\section*{Variational lower bounds on Fermi-liquid transport times, and the Baber resistivity of a compensated metal}

\subsection*{1. Premises and conventions}

(i) Degenerate quasiparticles, $k_BT\ll E_F$, on spherical Fermi surfaces of common radius $p_F=\hbar k_F$, with mass $m^*$ and $v_F=p_F/m^*$. (ii) Binary collisions $12\to34$ conserve number, energy and momentum. The rate factor $W=(2\pi/\hbar)|T|^2$, with $T$ in energy times volume, depends only on angles on the Fermi surface and is symmetric under $(1,3)\leftrightarrow(2,4)$ and $(1,2)\leftrightarrow(3,4)$. (iii) Linear response, steady state, no magnetic field.

Notation: $x=(\varepsilon-\mu)/k_BT$, $n_0=1/(e^x+1)$, $w_0=n_0(1-n_0)=1/[4\cosh^2(x/2)]$. The distribution is $n=n_0+w_0\psi$, with $n_0$ taken at the local quasiparticle energy, so fluxes are sums over $w_0\psi$ with velocity $\mathbf v=\mathbf p/m^*$. The collision operator is called $\hat C$, and the letter $H$ is kept for a function $H(\lambda)$. The energy scalar product and its moments are
\begin{equation}
\langle f,g\rangle=\int dx\,w_0fg,\qquad \langle1,1\rangle=1,\quad\langle x,x\rangle=\frac{\pi^2}{3},\quad\langle x^2,x^2\rangle=\frac{7\pi^4}{15}.
\label{mom}
\end{equation}

\subsection*{2. Symmetry and positivity}

To first order $n/(1-n)=e^{-x}(1+\psi)$. Factor $\prod_i(1-n_i)$ out of loss minus gain and use $x_1+x_2=x_3+x_4$. The collision term is $-w_0\hat C\psi$ with
\begin{equation}
w_0(x_1)(\hat C\psi)_1=\sum_{b}\int\!\frac{d^3p_2\,d^3p_3}{(2\pi\hbar)^6}\,w_b\,\delta(\Delta\varepsilon)\,P\,\Delta\psi,\qquad
\Delta\psi=\psi_1+\psi_2-\psi_3-\psi_4 ,
\label{coll}
\end{equation}
where $P=n_0(x_1)n_0(x_2)[1-n_0(x_3)][1-n_0(x_4)]$ and $\mathbf p_4=\mathbf p_1+\mathbf p_2-\mathbf p_3$. The index $b$ runs over spin and band of the partner. For a distinguishable partner $w_b=W$, and 3 is the particle of the same kind as 1. For an identical partner $w_b=W/2$, since each final pair is counted twice.

Multiply by $\chi_1$ and sum over state 1. On the energy shell $P$ is invariant under $(1,2)\leftrightarrow(3,4)$, which flips the sign of $\Delta\psi$. It is also invariant under $(1,3)\leftrightarrow(2,4)$, which does not. Averaging over the four relabellings gives
\begin{equation}
\sum_1 w_0\chi\,\hat C\psi=\frac14\sum_{1}\sum_b\int\!\frac{d^3p_2\,d^3p_3}{(2\pi\hbar)^6}\,w_b\,\delta(\Delta\varepsilon)\,P\,\Delta\chi\,\Delta\psi .
\label{form}
\end{equation}
The form is symmetric in $\chi,\psi$ and non-negative for $\chi=\psi$. It vanishes when $\Delta\psi=0$, that is on the collision invariants: number of each kind, energy, total momentum.

\subsection*{3. The variational principle}

Let $\hat C\phi=X$ and $K=\langle X,\phi\rangle=\langle\phi,\hat C\phi\rangle$. Symmetry gives $\langle Z,X\rangle=\langle\hat CZ,\phi\rangle=0$ for each invariant $Z$. So $X$ must be orthogonal to the invariants, and then $K$ does not change under $\phi\to\phi+Z$. For any $U$ and real $a$, symmetry gives $\langle U,\hat C\phi\rangle=\langle\phi,\hat CU\rangle=\langle X,U\rangle$, and positivity gives
\begin{equation}
0\le\langle aU-\phi,\hat C(aU-\phi)\rangle=a^2\langle U,\hat CU\rangle-2a\langle X,U\rangle+K .
\label{quad}
\end{equation}
For $\langle U,\hat CU\rangle>0$ the right side is least at $a=\langle X,U\rangle/\langle U,\hat CU\rangle$. Hence
\begin{equation}
K\ \ge\ K_U\equiv\frac{\langle X,U\rangle^2}{\langle U,\hat CU\rangle},
\label{var}
\end{equation}
with equality for $U\propto\phi$. This is Kohler's principle.

Order of the error. $K_U$ does not depend on the scale of $U$, so put $U=\phi+\epsilon\chi$. Then $\langle X,U\rangle=K+\epsilon\langle X,\chi\rangle$ and $\langle U,\hat CU\rangle=K+2\epsilon\langle X,\chi\rangle+\epsilon^2\langle\chi,\hat C\chi\rangle$. The terms of order $\epsilon^0$ and $\epsilon^1$ cancel in $K\langle U,\hat CU\rangle-\langle X,U\rangle^2$, and exactly
\begin{equation}
K-K_U=\epsilon^2\,\frac{K\langle\chi,\hat C\chi\rangle-\langle X,\chi\rangle^2}{\langle U,\hat CU\rangle}.
\label{second}
\end{equation}
The error is of second order in the error of the trial function.

\subsection*{4. Reduction to one energy variable}

\emph{Phase space.} Let $\theta$ be the angle between $\mathbf p_1$ and $\mathbf p_2$, and $\varphi\in[0,2\pi)$ the angle between the planes $(12)$ and $(34)$, zero for $\mathbf p_3=\mathbf p_1$. One has $d^3p_2=m^*p_F\,d\varepsilon_2\sin\theta\,d\theta\,d\varphi_2$. At fixed $\mathbf Q=\mathbf p_1+\mathbf p_2$, bipolar coordinates give $d^3p_3=p_3p_4\,dp_3\,dp_4\,d\varphi/Q$, with $p\,dp=m^*d\varepsilon$ and $Q=2p_F\cos(\theta/2)$. This is the Abrikosov--Khalatnikov factorisation,
\begin{equation}
d^3p_2\,d^3p_3=m^{*3}\,d\varepsilon_2d\varepsilon_3d\varepsilon_4\,\frac{\sin\theta\,d\theta\,d\varphi\,d\varphi_2}{2\cos(\theta/2)} .
\end{equation}
Define $[g]=\int\sin\theta\,d\theta\,d\varphi\;g/[4\pi\cos(\theta/2)]$, so $[1]=2$, and $w=\sum_bw_b$. The angular integral is $2\pi\cdot4\pi[w]/2$. Three energy integrals and one delta function give $(k_BT)^2$. The rate scale is
\begin{equation}
\frac1{\tau_0}=\frac{m^{*3}(k_BT)^2\,[w]}{16\pi^4\hbar^6}.
\label{tau0}
\end{equation}
For one band $w=W_{\uparrow\downarrow}+W_{\uparrow\uparrow}/2$.

\emph{Energies.} Use $\int dy\,n_0(y)[1-n_0(y+\omega)]=\omega/(1-e^{-\omega})$. For the term in $\psi_3$ integrate over $x_2,x_4$ with $\omega=x_1-x_3$. With $n_0(x)=e^{-x/2}/2\cosh(x/2)$ and $1-n_0(x)=n_0(-x)$ the exponentials cancel, leaving
\begin{equation}
G(x_1,x_3)=\frac{f(x_1-x_3)}{4\cosh(x_1/2)\cosh(x_3/2)},\qquad f(\omega)=\frac{\omega}{2\sinh(\omega/2)} .
\end{equation}
The term in $\psi_4$ gives $G(x_1,x_4)$. For $\psi_2$ integrate over $x_3,x_4$ with $y=-x_3$, $\omega=x_1+x_2$, which gives $G(x_1,-x_2)$. With $\tilde g(t)=\int dx\,g\,e^{itx/\pi}$ the transforms are $\tilde f=\pi^2\,\mathrm{sech}^2t$ and $1/[2\cosh(x/2)]\to\pi\,\mathrm{sech}\,t$, and $x^2\to-\pi^2\partial_t^2$. Since $(1-\partial_t^2)\,\mathrm{sech}\,t=2\,\mathrm{sech}^3t$ and $(1-\partial_t^2)(\mathrm{sech}\,t\tanh t)=6\,\mathrm{sech}^3t\tanh t$, the convolution theorem gives
\begin{equation}
\int dx'\,G(x,x')=w_0\,\frac{x^2+\pi^2}{2},\qquad \int dx'\,G(x,x')\,x'=w_0\,\frac{x\,(x^2+\pi^2)}{6}.
\label{sumrules}
\end{equation}
The first integral multiplies $\psi_1$: the quasiparticle decay rate is $(x^2+\pi^2)/2\tau_0$.

\emph{Angles.} Take $\psi=\zeta\,Y_{lm}(\hat{\mathbf p})\phi(x)$, with $\zeta=\pm1$ a sign carried by spin or band. The integral over $\varphi_2$ rotates the quadruple about $\mathbf p_1$, and the addition theorem replaces $Y_{lm}(\hat{\mathbf p}_i)$ by $P_l(\cos\theta_{1i})Y_{lm}(\hat{\mathbf p}_1)$. For $\phi(-x)=\pm\phi(x)$ all three terms share one kernel:
\begin{equation}
\tau_0\,\hat C\phi=\frac{x^2+\pi^2}{2}\,\phi(x)-\frac{\lambda}{w_0(x)}\int dx'\,G(x,x')\phi(x'),
\label{red}
\end{equation}
\begin{equation}
\lambda\,[w]=\sum_b\big[w_b\{P_l(\cos\theta_{13})+\zeta_1\zeta_b(P_l(\cos\theta_{14})\mp P_l(\cos\theta))\}\big],
\end{equation}
upper sign for even $\phi$. The operator preserves parity, since $G(-x,-x')=G(x,x')$. With $s=\sin^2(\theta/2)$ the geometry is $\cos\theta_{13,14}=1-s\pm s\cos\varphi$ and $\cos\theta=1-2s$. Three cases follow.
\begin{align}
l=2,\ \text{even},\ \zeta=1:&\quad 1-\lambda_\eta=3[ws^2\sin^2\varphi]/[w], & -2&\le\lambda_\eta\le1,\\
l=1,\ \text{even},\ \zeta=\pm1:&\quad 1-\lambda_D=2[w_-s(1-\cos\varphi)]/[w], & -3&\le\lambda_D\le1,\label{lamD}\\
l=1,\ \text{odd},\ \zeta=1:&\quad 3-\lambda_\kappa=4[ws]/[w], & -1&\le\lambda_\kappa\le3 .
\end{align}
Here $w_-\le w$ is the part of $w$ from partners of opposite $\zeta$. Partners of equal $\zeta$ give the curly bracket the value 1, by momentum conservation. As a check, $l=0$, $\zeta=1$ gives $\lambda=1$ (even) and $\lambda=3$ (odd), and \eqref{sumrules} then yields $\hat C1=0$ and $\hat Cx=0$: number and energy conservation.

\emph{Driving terms.} The drift term acting on local equilibrium equals $-w_0\hat C\psi$. Let $N=m^*p_F/\pi^2\hbar^3$ be the density of states of a band, $n=Np_Fv_F/3$ and $c_V=\pi^2Nk_B^2T/3$. Shear flow gives $\hat C\psi=-p_xv_y\partial_yu_x/k_BT$. A spin splitting $\pm\delta\mu$ of the chemical potential, with spin density $N\delta\mu/(1+F_0^a)$ and $F_0^a$ the Landau parameter, gives $-\zeta\,\mathbf v\cdot\nabla\delta\mu/k_BT$. A temperature gradient at uniform pressure gives $-x\,\mathbf v\cdot\nabla T/T$ to leading order in $k_BT/E_F$. The fluxes carry $p_xv_y$, $\zeta\mathbf v$ and $k_BTx\,\mathbf v$. With the angular averages $1/15$ and $1/3$,
\begin{equation}
\eta=\tfrac15np_Fv_F\tau_\eta,\qquad D=\tfrac13v_F^2(1+F_0^a)\tau_D,\qquad\kappa=\tfrac13c_Vv_F^2\tau_\kappa,
\end{equation}
\begin{equation}
\tau_{\eta,D}=\langle1,\phi\rangle\ \ (\hat C\phi=1),\qquad\tau_\kappa=\frac{\langle x,\phi\rangle}{\langle x,x\rangle}\ \ (\hat C\phi=x).
\end{equation}
The reduced operator is \eqref{form} restricted to one angular sector, so it is symmetric and non-negative, and \eqref{var} applies.

\subsection*{5. The bounds}

Trial $U=1$, $X=1$. By \eqref{sumrules}, $\tau_0\hat C1=(1-\lambda)(x^2+\pi^2)/2$. By \eqref{mom}, $\tau_0\langle1,\hat C1\rangle=(1-\lambda)(\pi^2/3+\pi^2)/2=2\pi^2(1-\lambda)/3$. So
\begin{equation}
\tau_{\eta,D}\ \ge\ \frac{3\tau_0}{2\pi^2(1-\lambda)} .
\label{b1}
\end{equation}
Trial $U=x$, $X=x$. Now $\tau_0\hat Cx=(1-\lambda/3)\,x(x^2+\pi^2)/2$ and $\tau_0\langle x,\hat Cx\rangle=(1-\lambda/3)(7/15+1/3)\pi^4/2=2\pi^4(3-\lambda)/15$. Then $\tau_\kappa\ge\langle x,x\rangle/\langle x,\hat Cx\rangle$, or
\begin{equation}
\tau_\kappa\ \ge\ \frac{5\tau_0}{2\pi^2(3-\lambda)} .
\label{b2}
\end{equation}
Define $c$ and $H$ by $\tau_{\eta,D}=2\tau_0\,c(\lambda)/\pi^2(1-\lambda)$ and $\tau_\kappa=6\tau_0H(\lambda)/\pi^2(3-\lambda)$. The bounds read
\begin{equation}
c(\lambda)\ge\tfrac34,\qquad H(\lambda)\ge\tfrac5{12}.
\end{equation}
The products $(1-\lambda)/\tau_0$ and $(3-\lambda)/\tau_0$ are single angular averages of $w$, so the bounds need no separate knowledge of $\lambda$.

\subsection*{6. How tight: the exact series}

Put $Q=\phi/2\cosh(x/2)$, multiply $\hat C\phi=X$ by $1/2\cosh(x/2)$ and transform:
\begin{equation}
\big(1-\partial_t^2-2\lambda\,\mathrm{sech}^2t\big)\tilde Q=\frac{2\tau_0}{\pi^2}\,\tilde g,\qquad
\tilde g=\pi\,\mathrm{sech}\,t\ \ (X=1),\quad i\pi^2\,\mathrm{sech}\,t\tanh t\ \ (X=x).
\end{equation}
With $u=\tanh t$ the functions $p_\nu=\mathrm{sech}\,t\,P_\nu'(u)$, $\nu\ge1$, are associated Legendre functions of order one, complete in $u\in(-1,1)$. They obey $(1-\partial_t^2)p_\nu=\nu(\nu+1)\,\mathrm{sech}^2t\,p_\nu$ and $\int dt\,\mathrm{sech}^2t\,p_\nu p_\mu=\delta_{\nu\mu}\,2\nu(\nu+1)/(2\nu+1)$. Odd $\nu$ are even in $t$. Hence $\hat C$ is strictly positive for $\lambda<1$ (even sector, $\nu\ge1$) and $\lambda<3$ (odd sector, $\nu\ge2$). With $dt=du/(1-u^2)$ the overlaps are $\int dt\,\mathrm{sech}\,t\,p_\nu=\int du\,P_\nu'=2$ for odd $\nu$ and $\int dt\,\mathrm{sech}\,t\tanh t\,p_\nu=\int du\,uP_\nu'=2$ for even $\nu$. Expand $\tilde Q$ in $p_\nu$ and use $K=(2\pi^2)^{-1}\int dt\,\tilde g^*\tilde Q$. This gives $K=(2\tau_0/\pi^2)S_{\rm odd}$ for $X=1$ and $K=2\tau_0S_{\rm even}$ for $X=x$, so
\begin{equation}
c=(1-\lambda)S_{\rm odd},\quad H=(3-\lambda)S_{\rm even},\quad S=\sum_\nu\frac{2\nu+1}{\nu(\nu+1)[\nu(\nu+1)-2\lambda]} .
\label{series}
\end{equation}
This is the solution of Brooker and Sykes and of Jensen, Smith and Wilkins (1968). The trials $1$ and $x$ transform into $p_1$ and $p_2$, and the terms $\nu=1,2$ are exactly $3/4$ and $5/12$. All other terms are positive, which confirms the bounds, and each decreases as $\lambda$ grows.

Near the end points the remaining terms split into partial fractions and telescope. At $\lambda=1$ a term is $\frac12[\frac1{\nu-1}-\frac1{\nu+1}+\frac1{\nu+2}-\frac1\nu]$, and the sum over $\nu=3,5,\dots$ is $\frac12(\frac12-\frac13)$. At $\lambda=3$ a term is $\frac16[\frac1{\nu-2}-\frac1\nu+\frac1{\nu+3}-\frac1{\nu+1}]$, and the sum over $\nu=4,6,\dots$ is $\frac16(\frac12-\frac15)$. Thus
\begin{equation}
c=\tfrac34+\tfrac1{12}(1-\lambda)+\dots,\qquad H=\tfrac5{12}+\tfrac1{20}(3-\lambda)+\dots
\end{equation}
The bounds become exact in ratio as $\lambda\to1$ or $3$. The times diverge there, while the gaps stay finite, $\tau_0/6\pi^2$ and $3\tau_0/10\pi^2$. The relative error is linear in $1-\lambda$, in accord with \eqref{second}: the trial function is off by $\epsilon\propto1-\lambda$, but the denominator $\langle U,\hat CU\rangle$ is itself proportional to $1-\lambda$. At the far ends $c(-2)=0.925$, $c(-3)=0.964$ and $H(-1)=0.561$, so the bounds fall short by at most 19\% ($\eta$), 22\% ($D$) and 26\% ($\kappa$). At $\lambda=0$, $c=\pi^2/12=0.822$.

\subsection*{7. Compensated metal}

Model: one electron and one hole sphere, each spin degenerate, with $n_e=n_h=n$, so the radii are equal, and with equal $m^*$. Holes are particles of charge $+e$ with momentum counted from the pocket centre. Collisions keep each carrier in its pocket and conserve $\mathbf p_1+\mathbf p_2$. A field gives $\hat C\psi=q\,\mathbf E\cdot\mathbf v/k_BT$ with $q=\mp e$. Its overlap with the total momentum is proportional to $e(n_h-n_e)$. It vanishes only at compensation, and only then do momentum-conserving collisions alone give a finite resistivity (Baber 1937). The sign of the charge plays the part of $\zeta$, so the problem is case \eqref{lamD} with $w_-=w_{eh}$. The momentum transfer obeys $q^2=k_F^2|\hat{\mathbf p}_1-\hat{\mathbf p}_3|^2=2k_F^2s(1-\cos\varphi)$, from here on with $q$ a wave number. Each band carries $Ne^2v_F^2\tau_\rho/3=ne^2\tau_\rho/m^*$, so $\rho=m^*/2ne^2\tau_\rho$. A lower bound on $\tau_\rho$ is an upper bound on $\rho$. From \eqref{b1}, \eqref{tau0} and \eqref{lamD},
\begin{equation}
\rho\ \le\ \rho_{\rm var}=\frac{m^{*4}(k_BT)^2}{48\pi^2\hbar^6ne^2}\,\big[w_{eh}\,q^2/k_F^2\big],\qquad\rho=\frac{3}{4c(\lambda)}\,\rho_{\rm var}.
\label{rho}
\end{equation}
Intraband collisions drop out of $\rho_{\rm var}$ and enter $\rho$ only through $\lambda$. For unequal masses the trial $\mathbf u_a\cdot\mathbf p$, a rigid drift of each band, has $\Delta\psi\propto(\mathbf u_e-\mathbf u_h)\cdot\mathbf q$ and current $ne(\mathbf u_h-\mathbf u_e)$. The bound then holds with $m^{*4}\to m_e^2m_h^2$, but the reduction to one $\lambda$ is lost.

\emph{Amplitude.} Take the Born amplitude of a Thomas--Fermi screened Coulomb potential, screened by both bands: $|V|=e^2/\epsilon_0(q^2+q_s^2)$, $q_s^2=2Ne^2/\epsilon_0$. With $y=q/2k_F=\sin(\theta/2)|\sin(\varphi/2)|$,
\begin{equation}
|V|=\frac{v(y)}{2N},\quad v=\frac{\beta^2}{\beta^2+y^2},\quad\beta^2=\frac{q_s^2}{4k_F^2}=\frac{2\,m^*/m_e}{\pi k_Fa_0}.
\end{equation}
For a function of $y$ alone, set $r=\sin(\theta/2)$ and change variables from $\varphi$ to $y$. The weight of $y$ is $(4/\pi)\int_y^1r\,dr/\sqrt{(1-r^2)(r^2-y^2)}=2$, so $[g]=2\int_0^1g\,dy$. In units of $(2\pi/\hbar)/(2N)^2$, for an electron, $w_{eh}=2v^2$ (two hole spins), opposite-spin electrons give $v^2$, and like-spin electrons give $(v-v')^2/2$, where $v'=v(r|\cos(\varphi/2)|)$ is the exchange term. Define $J_0=[v^2]/2$, $J_2=[y^2v^2]/2$, $J_x=[vv']/2$. For $J_x$, the $\varphi$ average of $vv'$ is $2\beta^3/(2\beta^2+r^2)\sqrt{\beta^2+r^2}$, and the integral over $\cos(\theta/2)$ is elementary. With $a=\sqrt{1+2\beta^2}$,
\begin{equation}
J_0=\frac\beta2\arctan\frac1\beta+\frac{\beta^2}{2(1+\beta^2)},\quad
J_2=\frac{\beta^3}2\arctan\frac1\beta-\frac{\beta^4}{2(1+\beta^2)},\quad
J_x=\frac{2\beta^2}{a}\arctan\frac1a .
\end{equation}
Since $[v'^2]=[v^2]$, $[w]=2(4J_0-J_x)$ and $[w_{eh}q^2/k_F^2]=16J_2$. Insert $n=k_F^3/3\pi^2$, $N=m^*k_F/\pi^2\hbar^2$ and $E_F=\hbar^2k_F^2/2m^*$ into \eqref{rho}:
\begin{equation}
1-\lambda=\frac{8J_2}{4J_0-J_x},\qquad\rho_{\rm var}=A_{\rm var}T^2=\frac{\pi^5}{8}\,J_2\,\frac{\hbar}{e^2k_F}\Big(\frac{k_BT}{E_F}\Big)^2 .
\label{Avar}
\end{equation}

\emph{Impurities.} Add elastic scattering with one energy-independent transport rate, $\hat C\to\hat C+1/\tau_i$, and let $\rho_0=m^*/2ne^2\tau_i$. By \eqref{var}, $1/\tau_\rho=\min_U\{\langle U,\hat CU\rangle+\langle U,U\rangle/\tau_i\}/\langle1,U\rangle^2$. The choice $U=1$ bounds it from above. The sum of the separate minima bounds it from below, and the second minimum is $1/\tau_i$ by the Schwarz inequality. With $A=3A_{\rm var}/4c$,
\begin{equation}
\rho_0+AT^2\ \le\ \rho\ \le\ \rho_0+A_{\rm var}T^2 .
\label{imp}
\end{equation}
For $\tau_i\ll\tau_0$, $\phi=\tau_i-\tau_i^2\hat C1+\dots$ gives $1/\tau_\rho=1/\tau_i+\langle1,\hat C1\rangle+\dots$. The variational coefficient is the exact $T^2$ coefficient of the impurity-dominated limit.

\subsection*{8. Range of validity}

Inequality \eqref{var} needs only a symmetric non-negative operator and $X$ orthogonal to the invariants. It survives anisotropy, umklapp and interpocket transitions, which add non-negative terms to $\langle U,\hat CU\rangle$. It fails in a magnetic field, whose drift term is antisymmetric, and at finite frequency. The numbers $3/4$ and $5/12$ and the series \eqref{series} need in addition spherical surfaces of one radius and mass, $W$ independent of energy on the scale $k_BT$, and the leading order in $k_BT/E_F$. On anisotropic surfaces the rigid-drift trial also misses the angular shape of $\psi$, and $3/4c$ no longer measures the whole gap. A ratio of two bounds, such as $\tau_\kappa/\tau_D$, is not a bound. The bound is on the kinetic equation for a given $W$ and says nothing about the quality of $W$. The Born amplitude above has $2N|V(0)|=1$, is not a weak-coupling result, and fixes $A$ only up to a factor of order unity.

\subsection*{9. Illustration: a two-sphere model for bcc Mo}

Mo is a compensated wiring metal. Its Fermi surface has several non-spherical sheets, here replaced by two spheres. Inputs: $n=1.4\times10^{22}\,\mathrm{cm^{-3}}$ per carrier sign (approximate) and an assumed $m^*=1.5\,m_e$. Then $k_F=0.746\,\text{\AA}^{-1}$, $E_F=1.41$ eV, $v_F=5.75\times10^5$ m/s, $q_s=2.32\,\text{\AA}^{-1}$, $\beta=1.56$, and
\begin{equation}
J_0=0.798,\quad J_2=0.219,\quad J_x=0.786,\quad\lambda=0.27,\quad c=0.805 .
\end{equation}
With $\hbar/e^2k_F=55.1\,\mu\Omega$\,cm, \eqref{Avar} and \eqref{rho} give for the model
\begin{equation}
A_{\rm var}=1.7\ \mathrm{p\Omega\,cm\,K^{-2}},\qquad A=1.6\ \mathrm{p\Omega\,cm\,K^{-2}} .
\end{equation}
The bound lies 7\% above the exact solution of the same kinetic equation. At 4 K, $k_BT/E_F=2.4\times10^{-4}$, $\tau_0=33$ ns, and $\tau_\rho=7.4$ ns against the lower bound 6.9 ns. The electron--hole term is 26 (clean) to 28 (impurity-dominated) p$\Omega$\,cm.

Competing terms. An illustrative residual resistivity of 500 p$\Omega$\,cm is 18 times $A_{\rm var}T^2$ at 4 K, which puts such a crystal at the upper side of \eqref{imp}. The length $v_F\tau_\rho=4.3$ mm shows that boundary scattering rivals the effect in millimetre crystals and swamps it in films and wires. For phonons use the Bloch--Gr\"uneisen law normalised to $\rho_\Theta T/\Theta$ at high $T$. Its low-temperature form is $480\,\zeta(5)\,\rho_\Theta(T/\Theta)^5=498\,\rho_\Theta(T/\Theta)^5$, with $\zeta(5)$ the Riemann function. Typical inputs $\Theta\approx400$ K and $\rho_\Theta\approx7\,\mu\Omega$\,cm give 0.3 p$\Omega$\,cm at 4 K and equality with $AT^2$ near 17 K. The $T^2$ term must be read off well below that temperature.

The coefficients are the model's. They depend strongly on the mass: $A_{\rm var}=0.65$ and $5.6$ p$\Omega$\,cm\,K$^{-2}$ for $m^*/m_e=1.0$ and $2.5$. The value $1.5\,m_e$ was chosen so that $A$ falls in the range typical of pure Mo crystals, about 1 to 2 p$\Omega$\,cm\,K$^{-2}$, so the size of $A$ is no test of the model. The ratio $A_{\rm var}/A=4c/3$ depends on the inputs only through $\lambda$, and for any two-sphere model with equal masses it lies between 1 and 1.29.